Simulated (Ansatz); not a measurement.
## Sn2Ir: the change of pressure with volume scale

All results are calculated (Ansatz 0.2.0). Periodic Kohn-Sham DFT of a crystal at fixed atoms, scaled to volume_scale times the given cell; pressure positive in compression, energy less spherical unpolarised free atoms, largest_vzz the field gradient of largest size among the nuclei.

The cell before it is scaled or strained (space group Fm-3m, No. 225):
```
Sn2Ir
1.0
      0.0000     3.1690     3.1690
      3.1690     0.0000     3.1690
      3.1690     3.1690     0.0000
Sn Ir
2 1
Direct
  0.25000 0.25000 0.25000
  0.75000 0.75000 0.75000
  0.00000 0.00000 0.00000
```

Settings of every row: method all-electron PAW; functional LDA; relativity scalar; k mesh 10x10x10; filling fermi-dirac; smearing width 0.03 eV; nucleus gaussian.

Atom start moment: 0 on all atoms.

Limits: no spin-orbit coupling on heavy atoms.

```csv
row,volume scale,V (Å³/atom),pressure (GPa)
1,0.94,19.944,6.97
2,0.96,20.368,3.527
3,0.98,20.792,0.509
4,0.99,21.004,-0.858
5,1,21.217,-2.144
6,1.01,21.429,-3.356
7,1.02,21.641,-4.496
8,1.04,22.065,-6.529
9,1.06,22.49,?
```

Question: what pressure should row 9 give?

Worked fit of pressure. Take u = (V_r/V)^(2/3) − 1 with V_r = 21.111 Å³ an atom, which is twice the finite (Eulerian) strain; such expansions in the strain, on which the Birch-Murnaghan equation of state is built, carry the rest volume and the bulk modulus. The shown rows have u = 0.03864, 0.02417, 0.0102, 0.00339, -0.00333, -0.00992, -0.01639, -0.02904. Least squares give pressure = −1.5215 + 192.584 × u + 697.82 × u² GPa; a straight line predicts inner rows, each left out in turn, worse (root mean square 0.24 against 0.011 GPa). The rows lie off it by 0.008, -0.014, -0.006, 0.003, 0.011, 0.007, -0.006, -0.003 (root mean square 0.0081 GPa). The pressure vanishes at u = 0.0077, or V = 20.87 Å³ an atom, and there the bulk modulus at fixed shape and fractions is B = −V dP/dV = (2/3)(1 + u) dP/du = 137 GPa. The withheld row has u = -0.04131, so the fit gives −1.5215 + 192.584 × (-0.04131) + 697.82 × (-0.04131)² = -8.286 GPa.

The calculation gave -8.248 GPa. The fit lies 0.038 GPa (0.25 % of the column's range) below it; its largest miss of a shown row is 0.014 GPa. This row lies beyond the range of the fit.
